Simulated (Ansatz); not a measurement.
B2O: pressure and energy above lowest point against volume per atom

Equation of state of a cubic crystal from periodic Kohn-Sham density functional theory without spin; pressure corrected for the finite basis. The results are calculated, by Ansatz 0.2.0 development build.

Cell of the first row (space group Fm-3m, No. 225):
```
CELL_PARAMETERS angstrom
0.00000 2.41670 2.41670
2.41670 0.00000 2.41670
2.41670 2.41670 0.00000
ATOMIC_POSITIONS crystal
B 0.25000 0.25000 0.25000
B 0.75000 0.75000 0.75000
O 0.00000 0.00000 0.00000
```

Settings of every row: formula B2O; structure type antifluorite; functional PBE; spin treatment none; k mesh 38x38x38; occupation method fermi-dirac; occupation width 0.061225619 eV; wave cutoff 420 eV; datasets soft-1 PAW; density cutoff ratio 4.

Limits: a cubic model structure, not a phase known at ambient conditions.

| row | volume per atom (Å³) | pressure (GPa) | energy above lowest point (meV/atom) |
| --- | --- | --- | --- |
| 1 | 9.409 | 4.645 | 8.59 |
| 2 | 9.61 | 3.031 | 3.8 |
| 3 | 9.81 | ? | ? |
| 4 | 10.01 | 0.069 | 0 |
| 5 | 10.21 | -1.289 | 0.77 |
| 6 | 10.41 | -2.564 | 3.19 |
| 7 | 10.61 | -3.758 | 7.15 |

Question: what pressure and energy above lowest point should row 3 give?

Worked fit of pressure. Take u = (V_r/V)^(2/3) − 1 with V_r = 10.11 Å³ an atom, which is twice the finite (Eulerian) strain; such expansions in the strain, on which the Birch-Murnaghan equation of state is built, carry the rest volume and the bulk modulus. The shown rows have u = 0.04907, 0.03439, 0.00665, -0.00654, -0.01931, -0.03167. Least squares give pressure = −0.6204 + 102.902 × u + 108.66 × u² − 386.9 × u³ GPa; a parabola predicts inner rows, each left out in turn, worse (root mean square 0.0078 against 0.00066 GPa). All shown rows lie on it to the printed digit. The pressure vanishes at u = 0.0060, or V = 10.02 Å³ an atom, and there the bulk modulus at fixed shape and fractions is B = −V dP/dV = (2/3)(1 + u) dP/du = 69.9 GPa. The withheld row has u = 0.02028, so the fit gives −0.6204 + 102.902 × (0.02028) + 108.66 × (0.02028)² − 386.9 × (0.02028)³ = 1.508 GPa.

The calculation gave 1.508 GPa. The fit meets it to the printed digit.

Worked fit of energy above lowest point. Take u = (V_r/V)^(2/3) − 1 with V_r = 10.11 Å³ an atom, which is twice the finite (Eulerian) strain; such expansions in the strain, on which the Birch-Murnaghan equation of state is built, carry the rest volume and the bulk modulus. The shown rows have u = 0.04907, 0.03439, 0.00665, -0.00654, -0.01931, -0.03167. Least squares give energy above lowest point = 0.175 − 58.52 × u + 4943.2 × u² − 5205 × u³ meV/atom; a parabola predicts inner rows, each left out in turn, worse (root mean square 0.11 against 0.0077 meV/atom). All shown rows lie on it to the printed digit. Its lowest point lies at u = 0.0060, or V = 10.02 Å³ an atom, and the curvature there gives the bulk modulus at fixed shape and fractions, B = (4/9)(1 + u)² E″(u)/V = 69.8 GPa. The withheld row has u = 0.02028, so the fit gives 0.175 − 58.52 × (0.02028) + 4943.2 × (0.02028)² − 5205 × (0.02028)³ = 0.98 meV/atom.

The calculation gave 0.98 meV/atom. The fit meets it to the printed digit.
